Dear Colleague,

In a polar monolayer the longitudinal optical (LO) and transverse optical (TO) branches meet at $q=0$, and the long-range coupling of a carrier to the LO mode tends to a finite constant there instead of diverging as $1/q$. Both facts follow from the electrostatics of a polarised sheet. I derive them for 1T-HfS$_2$, in SI units, with $e>0$ and electron charge $-e$. The vector $\mathbf q$ lies in the plane, $q=|\mathbf q|$ and $\hat{\mathbf q}=\mathbf q/q$.

\textbf{Premises.} (i) The layer is an undoped insulator in the plane $z=0$, with $N$ cells of area $A$, and its thickness $d$ is negligible, $qd\ll1$. (ii) It touches two isotropic half-spaces of frequency-independent relative permittivities $\epsilon_1$ ($z>0$) and $\epsilon_2$ ($z<0$). (iii) Fields are electrostatic, $q\gg\omega/c$. (iv) The lattice is harmonic and the valence electrons follow the ions adiabatically. (v) The wavelength is long, $qa\ll1$ with $a$ the lattice constant, so coefficients defined at $q=0$ may be used locally.

\textbf{Step 1: one polar coordinate.} The cell holds Hf at an inversion centre and two S atoms, one above and one below, which inversion interchanges. The Born charge tensor of an atom is the dipole per cell, in units of $e$, produced by unit displacement of its sublattice at zero macroscopic field. The threefold axis and the vertical mirrors through each site make it diagonal and isotropic in the plane. Inversion makes the two S tensors equal. A rigid translation creates no dipole, so the charges sum to zero: $Z^*$ on Hf and $-Z^*/2$ on each S. Along one in-plane direction there are three patterns at $q=0$: the translation, the even mode $E_g$ in which the two S atoms move oppositely and their dipoles cancel, and the odd mode $E_u$ in which Hf moves against both S atoms. Only one optical pattern is odd, so symmetry fixes its eigenvector. With $\mathbf u=\mathbf u_{\rm Hf}-\mathbf u_{\rm S}$, $m_t=m_{\rm Hf}+2m_{\rm S}$ and the centre of mass at rest,
\begin{equation}
\mathbf u_{\rm Hf}=\frac{2m_{\rm S}}{m_t}\,\mathbf u,\qquad \mathbf u_{\rm S}=-\frac{m_{\rm Hf}}{m_t}\,\mathbf u .
\end{equation}
The dipole per cell is $Z^*e\,\mathbf u_{\rm Hf}-Z^*e\,\mathbf u_{\rm S}=Z^*e\,\mathbf u$, and the kinetic energy $\frac12m_{\rm Hf}\dot u_{\rm Hf}^2+m_{\rm S}\dot u_{\rm S}^2$ equals $\frac12M\dot u^2$ with
\begin{equation}
M=\frac{2m_{\rm S}\,m_{\rm Hf}}{m_{\rm Hf}+2m_{\rm S}} .
\end{equation}
So $M$ is the reduced mass of Hf against the S pair, and $Z^*$ is the charge of Hf.

\textbf{Step 2: constitutive relations.} Let $\mathbf E$ be the macroscopic in-plane field at the sheet. It is well defined because the tangential field is continuous across a charged plane. To second order, and with in-plane isotropy, the electric enthalpy per cell is
\begin{equation}
\mathcal H=\tfrac12M\omega_{\rm TO}^2u^2-Z^*e\,\mathbf u\cdot\mathbf E-\tfrac12\varepsilon_0\chi A E^2 .
\end{equation}
Here $\omega_{\rm TO}$ is the $E_u$ frequency at $\mathbf E=0$, and $\chi$, a length, is the clamped-ion (electronic) susceptibility of the sheet. Microscopic local fields are already contained in the three coefficients. The dipole per unit area is $\mathbf P=-A^{-1}\partial\mathcal H/\partial\mathbf E$ and the force is $-\partial\mathcal H/\partial\mathbf u$:
\begin{equation}
\mathbf P=\frac{Z^*e}{A}\,\mathbf u+\varepsilon_0\chi\mathbf E,\qquad
M\ddot{\mathbf u}=-M\omega_{\rm TO}^2\mathbf u+Z^*e\,\mathbf E .
\label{const}
\end{equation}
The same $Z^*$ stands in both relations because both come from one mixed derivative of $\mathcal H$. This is the Born--Huang scheme written for a sheet.

\textbf{Step 3: field of a polarisation wave.} Let every quantity vary as $e^{i\mathbf q\cdot\boldsymbol\rho}$ in the plane. The bound sheet charge is $\sigma=-\nabla\cdot\mathbf P=-i\mathbf q\cdot\mathbf P$. In each half-space the potential obeys Laplace's equation, and the solution that decays on both sides and is continuous at $z=0$ is $\phi\,e^{i\mathbf q\cdot\boldsymbol\rho}e^{-q|z|}$. The normal field is $+q\phi$ just above and $-q\phi$ just below. Gauss's law for the displacement of the surrounding media gives $\varepsilon_0\epsilon_1q\phi+\varepsilon_0\epsilon_2q\phi=\sigma$, or
\begin{equation}
\phi=\frac{\sigma}{2\varepsilon_0\epsilon_{\rm env}\,q},\qquad \epsilon_{\rm env}=\frac{\epsilon_1+\epsilon_2}{2}.
\label{gauss}
\end{equation}
The environment enters through the mean of the two permittivities. The single power of $q$, against $q^2$ in a bulk crystal, arises because the field lines spread over a height $1/q$ outside the layer.

The in-plane field is $\mathbf E=-i\mathbf q\phi$. Inserting it into the first of Eqs.~(\ref{const}),
\begin{equation}
\sigma=-i\frac{Z^*e}{A}\,\mathbf q\cdot\mathbf u-\varepsilon_0\chi q^2\phi .
\end{equation}
Equating this to $2\varepsilon_0\epsilon_{\rm env}q\phi$, moving the $\chi$ term to the left and dividing by $q$ gives
\begin{equation}
\phi=-i\,\frac{Z^*e\;\hat{\mathbf q}\cdot\mathbf u}{2\varepsilon_0A\,\epsilon(q)},\qquad
\epsilon(q)=\epsilon_{\rm env}+rq,\qquad r=\frac{\chi}{2}.
\label{phi}
\end{equation}
This $\epsilon(q)$ is the Keldysh screening function and $r$ the screening length. The Gaussian susceptibility is $\chi_{\rm 2D}=\chi/4\pi$, so $r=2\pi\chi_{\rm 2D}$, and $e^2/2\varepsilon_0$ translates into $2\pi e^2$. From a calculation with layers repeated at distance $L$, the in-plane electronic permittivity of the stack is $1+\chi/L$, which yields $r$. Notice the cancellation in Eq.~(\ref{phi}): the charge is proportional to $q$, the Coulomb kernel to $1/q$, and $\phi$ stays finite as $q\to0$, though for a fixed Cartesian $\mathbf u$ it depends on the direction of approach.

\textbf{Step 4: the phonon branches.} The field follows from Eq.~(\ref{phi}):
\begin{equation}
\mathbf E=-iq\hat{\mathbf q}\,\phi=-\frac{Z^*e\,q}{2\varepsilon_0A\,\epsilon(q)}\,\hat{\mathbf q}\,(\hat{\mathbf q}\cdot\mathbf u).
\end{equation}
For $\mathbf u\perp\mathbf q$ it vanishes and the frequency is $\omega_{\rm TO}$. For $\mathbf u\parallel\mathbf q$ it opposes the displacement and adds to the restoring force in Eq.~(\ref{const}). With time dependence $e^{-i\omega t}$,
\begin{equation}
\omega_{\rm LO}^2(q)-\omega_{\rm TO}^2=\frac{S\,q}{\epsilon_{\rm env}+rq},\qquad S=\frac{Z^{*2}e^2}{2\varepsilon_0MA}.
\label{loto}
\end{equation}
The splitting vanishes linearly in $q$, and the LO branch leaves the zone centre with the finite slope
\begin{equation}
\left.\frac{d\omega_{\rm LO}}{dq}\right|_{q\to0}=\frac{S}{2\omega_{\rm TO}\,\epsilon_{\rm env}},
\end{equation}
the same in all directions, so the branch has a conical cusp. The straight line describes $\omega_{\rm LO}$ only while both $rq\ll\epsilon_{\rm env}$ and $Sq/\epsilon_{\rm env}\ll\omega_{\rm TO}^2$. For $rq\gg\epsilon_{\rm env}$ the splitting saturates at $S/r$, which does not depend on the environment.

\textbf{Step 5: quantisation.} After elimination of the field the longitudinal force is $-M\omega_{\rm LO}^2(q)\,u$, and by premise (iv) only the ions carry kinetic energy. Each mode is thus an oscillator of mass $M$ per cell and frequency $\omega_{\rm LO}(q)$, and in the cell at $\mathbf R$
\begin{equation}
\mathbf u(\mathbf R)=\frac{1}{\sqrt N}\sum_{\mathbf q}\ell_q\,\mathbf e_{\mathbf q}\,\bigl(b_{\mathbf q}+b^\dagger_{-\mathbf q}\bigr)e^{i\mathbf q\cdot\mathbf R},\qquad
\ell_q=\sqrt{\frac{\hbar}{2M\omega_{\rm LO}(q)}} .
\end{equation}
A Hermitian $\mathbf u$ needs $\mathbf e_{-\mathbf q}=\mathbf e_{\mathbf q}^*$. Since $\hat{\mathbf q}$ is odd, I choose $\mathbf e_{\mathbf q}=-i\hat{\mathbf q}$. The frequency in $\ell_q$ is the dispersing LO frequency, which matters in HfS$_2$ because it nearly doubles over the range of interest.

\textbf{Step 6: the matrix element.} A carrier in the layer has potential energy $-e\phi$, where $\phi$ is the total potential, screened once by $\epsilon(q)$. Between Bloch states of one band the plane wave $e^{i\mathbf q\cdot\boldsymbol\rho}$ connects $\mathbf k$ to $\mathbf k+\mathbf q$ with the overlap of the cell-periodic parts, weighted by $e^{-q|z|}$. This factor tends to one as $q\to0$ by normalisation, and between different bands it tends to zero by orthogonality. In Eq.~(\ref{phi}) the phases combine to $(-i)(-i)=-1$, which cancels the sign of the electron charge:
\begin{equation}
H_{\rm ep}=\frac{1}{\sqrt N}\sum_{\mathbf k,\mathbf q}g(q)\,c^\dagger_{\mathbf k+\mathbf q}c_{\mathbf k}\bigl(b_{\mathbf q}+b^\dagger_{-\mathbf q}\bigr),
\end{equation}
\begin{equation}
g(q)=\frac{e^2Z^*}{2\varepsilon_0A\,(\epsilon_{\rm env}+rq)}\sqrt{\frac{\hbar}{2M\omega_{\rm LO}(q)}} .
\label{g}
\end{equation}
This is the two-dimensional Fr\"ohlich coupling. It is an energy per cell: rates and self-energies contain $N^{-1}\sum_{\mathbf q}g^2=A(2\pi)^{-2}\int d^2q\,g^2$, so the combination that counts is $Ag^2$. At the zone centre $g(0)=g_0/\epsilon_{\rm env}$ with $g_0=e^2Z^*\ell_0/2\varepsilon_0A$ and $\ell_0$ taken at $\omega_{\rm TO}$. In a bulk crystal the same steps with $\phi=\varrho/\varepsilon_0\epsilon_\infty q^2$ and $\varrho=-i\mathbf q\cdot\mathbf P$ give $\phi\propto1/q$ and a field independent of $q$, hence a divergent coupling and a finite splitting.

A finite $g(0)$ raises a question that the bulk divergence spares us: the short-range (deformation) part of the coupling could be of the same order $q^0$. In 1T-HfS$_2$ symmetry removes it. Let $\delta E_{\mathbf k}(\mathbf u)$ be the first-order shift of a band under a uniform $E_u$ displacement, spin--orbit coupling neglected. Inversion reverses both $\mathbf k$ and $\mathbf u$, so $\delta E_{-\mathbf k}(\mathbf u)=\delta E_{\mathbf k}(-\mathbf u)=-\delta E_{\mathbf k}(\mathbf u)$. Time reversal gives $\delta E_{-\mathbf k}(\mathbf u)=\delta E_{\mathbf k}(\mathbf u)$. The shift is therefore zero for any orbitally nondegenerate band, and the short-range part starts at order $qa$. In a layer without inversion centre this must be examined separately.

\textbf{Step 7: a consistency test.} Solve the second of Eqs.~(\ref{const}) at frequency $\omega$, $\mathbf u=Z^*e\mathbf E/M(\omega_{\rm TO}^2-\omega^2)$, and insert it in the first. The ions then add $S/(\omega_{\rm TO}^2-\omega^2)$ to $r$, and an external sheet charge is screened by
\begin{equation}
\epsilon(q,\omega)=\epsilon_{\rm env}+rq+\frac{Sq}{\omega_{\rm TO}^2-\omega^2}
=\epsilon(q)\,\frac{\omega_{\rm LO}^2-\omega^2}{\omega_{\rm TO}^2-\omega^2}.
\label{eps}
\end{equation}
Its zero is Eq.~(\ref{loto}). At $\omega=0$ it gives a Lyddane--Sachs--Teller relation at each $q$, $\omega_{\rm LO}^2/\omega_{\rm TO}^2=\epsilon_s(q)/\epsilon(q)$, with $\epsilon_s=\epsilon_{\rm env}+r_sq$ and $r_s=r+S/\omega_{\rm TO}^2$. Squaring Eq.~(\ref{g}) and using Eq.~(\ref{loto}) to remove $Z^{*2}/M$,
\begin{equation}
Ag^2=\frac{e^2}{2\varepsilon_0q\,\epsilon(q)}\,\frac{\hbar(\omega_{\rm LO}^2-\omega_{\rm TO}^2)}{2\omega_{\rm LO}}
=\frac{\hbar\omega_{\rm LO}}{2}\,\frac{e^2}{2\varepsilon_0q}\left[\frac1{\epsilon(q)}-\frac1{\epsilon_s(q)}\right].
\label{lst}
\end{equation}
Displacing each oscillator to its new minimum in the presence of two static carriers gives them the attraction $-2Ag^2/\hbar\omega_{\rm LO}$. By Eq.~(\ref{lst}) this equals the change of the Coulomb interaction $e^2/2\varepsilon_0q\epsilon$ when $\epsilon(q)$ is replaced by $\epsilon_s(q)$, as it must. For you the first form is the useful one: a measured LO dispersion, together with $r$ and $\epsilon_{\rm env}$, fixes the coupling without separate knowledge of $Z^*$ or $M$.

\textbf{Range of validity.} Thickness first. Spread the ionic polarisation, the electronic polarisation and the carrier density uniformly over a slab of width $d$ in vacuum. Averaging the kernel $e^{-q|z-z'|}$ over source and observer multiplies the right side of Eq.~(\ref{gauss}) by
\begin{equation}
F(x)=\frac{2}{x}\left[1-\frac{1-e^{-x}}{x}\right]=1-\frac x3+\dots,\qquad x=qd,
\end{equation}
and Step 3 then yields $1/F+rq$ in place of $1+rq$. The relative correction starts as $-qd/3(1+rq)$ and stays small if $r\gg d$. For $x\gg1$, $1/F\to qd/2$, and with $r=(\epsilon_\infty-1)d/2$ the splitting becomes the bulk form $Z^{*2}e^2/\varepsilon_0\epsilon_\infty MAd$. The slab ignores polarisation normal to the layer, so it estimates the correction and no more.

Second, retardation: for $q$ of order $\omega/c$ the LO mode must be treated as a phonon polariton. Third, the short-range dispersion of $\omega_{\rm TO}^2$ is even in $q$ and of relative order $(q/q_M)^2$, where $q_M=2\pi/\sqrt3a$ is the distance to the zone edge. Fourth, the even modes mix with $E_u$ through elements of the dynamical matrix of order $\omega^2qa$. This is a second-order effect except where the rising LO branch crosses such a mode. There an avoided crossing on the scale $\hbar\omega\,qa/2$ can open, and the polar weight is shared between two branches. Fifth, free carriers of density $n$ and conductivity mass $m$ add the Drude term $-ne^2q/2\varepsilon_0m\omega^2$ to Eq.~(\ref{eps}) when $\omega$ exceeds both $qv_F$ and the scattering rate. Its strength $ne^2/2\varepsilon_0m$ equals $S$ at
\begin{equation}
n^*=\frac{Z^{*2}m}{MA},
\end{equation}
and the undoped results need $n\ll n^*$. Sixth, a polar substrate or gate oxide has its own optical phonons. Then $\epsilon_{\rm env}(\omega)$ belongs in Eq.~(\ref{eps}), and its zeros are hybrid modes. Finally, Eq.~(\ref{g}) is an intravalley result, and scattering between the conduction valleys at the M points lies outside it.

\textbf{Numbers for monolayer HfS$_2$.} As inputs I take $m_{\rm Hf}=178.49$~u, $m_{\rm S}=32.06$~u and the approximate values, typical of first-principles work on this layer, $a=0.364$~nm, $Z^*=6.5$, $r=2.7$~nm and $\hbar\omega_{\rm TO}=20$~meV. What follows is the model's output for these inputs. The cell area is $A=\sqrt3a^2/2=0.1147$~nm$^2$ and $M=47.17$~u. With $\omega_{\rm TO}=3.04\times10^{13}$~s$^{-1}$ the zero-point length is $\ell_0=4.71$~pm, and with $e^2/2\varepsilon_0=9.05$~eV\,nm one finds $g_0=2.4$~eV. The ionic strength is $S=6.81\times10^{18}$~m\,s$^{-2}$, or $\hbar^2S=2.95\times10^{3}$~meV$^2$\,nm. The table lists the suspended layer and a layer on a dispersionless half-space of illustrative permittivity 4 under vacuum, for which $\epsilon_{\rm env}=2.5$.

\begin{center}
\begin{tabular}{ccccc}
\hline
 & \multicolumn{2}{c}{$\epsilon_{\rm env}=1$} & \multicolumn{2}{c}{$\epsilon_{\rm env}=2.5$}\\
$q$ (nm$^{-1}$) & $\hbar\omega_{\rm LO}$ (meV) & $g$ (eV) & $\hbar\omega_{\rm LO}$ (meV) & $g$ (eV)\\
\hline
0 & 20 & 2.4 & 20 & 0.96\\
0.1 & 25 & 1.7 & 23 & 0.82\\
0.3 & 30 & 1.1 & 26 & 0.64\\
1.0 & 35 & 0.50 & 31 & 0.37\\
\hline
\end{tabular}
\end{center}

For the suspended layer the initial slope is 74~meV\,nm, a group velocity of $1.1\times10^5$~m\,s$^{-1}$. The linear law for the frequency needs $q$ well below $\omega_{\rm TO}^2/S=0.14$~nm$^{-1}$, a stricter bound than $1/r=0.37$~nm$^{-1}$. The plateau lies at 39~meV and the static screening length is $r_s=10$~nm.

The neglected terms have these sizes. The light line is at $\omega_{\rm TO}/c=1.0\times10^{-4}$~nm$^{-1}$, far below the finite wave vectors of the table, whose first row is the limit of the formulas. With a typical layer spacing $d=0.58$~nm and $q=1$~nm$^{-1}$, $F=0.83$, which lowers the splitting of the squared frequencies by 5 per cent, $\omega_{\rm LO}$ by 2 per cent and $g$ by 4 per cent. The zone edge is at $q_M=10$~nm$^{-1}$, so the short-range dispersion at this $q$ is of order 1 per cent. An $E_g$ mode at a typical 32~meV is crossed at $q=0.49$~nm$^{-1}$, where $qa=0.18$ and the scale of a possible gap is 3~meV. With an approximate conductivity mass $m=0.5\,m_e$, $n^*=2.1\times10^{15}$~m$^{-2}$, a density that a gate easily exceeds, so the test of Eq.~(\ref{loto}) calls for a depleted channel.

Infrared light at normal incidence has no in-plane momentum and excites the mode at $\omega_{\rm TO}$ only, and $E_u$ is odd and hence inactive in first-order Raman scattering. The cusp needs a probe with in-plane momentum, such as momentum-resolved electron energy loss. Carriers sample $q\approx\sqrt{2m\omega/\hbar}$, about 0.6~nm$^{-1}$ for the mass above and a 30~meV phonon. That is beyond $1/r$ for the suspended layer, where the sheet screens its own field: in the model the substrate divides $g$ by 2.5 at $q=0$, but at $q=1$~nm$^{-1}$ lowers it only from 0.50 to 0.37~eV.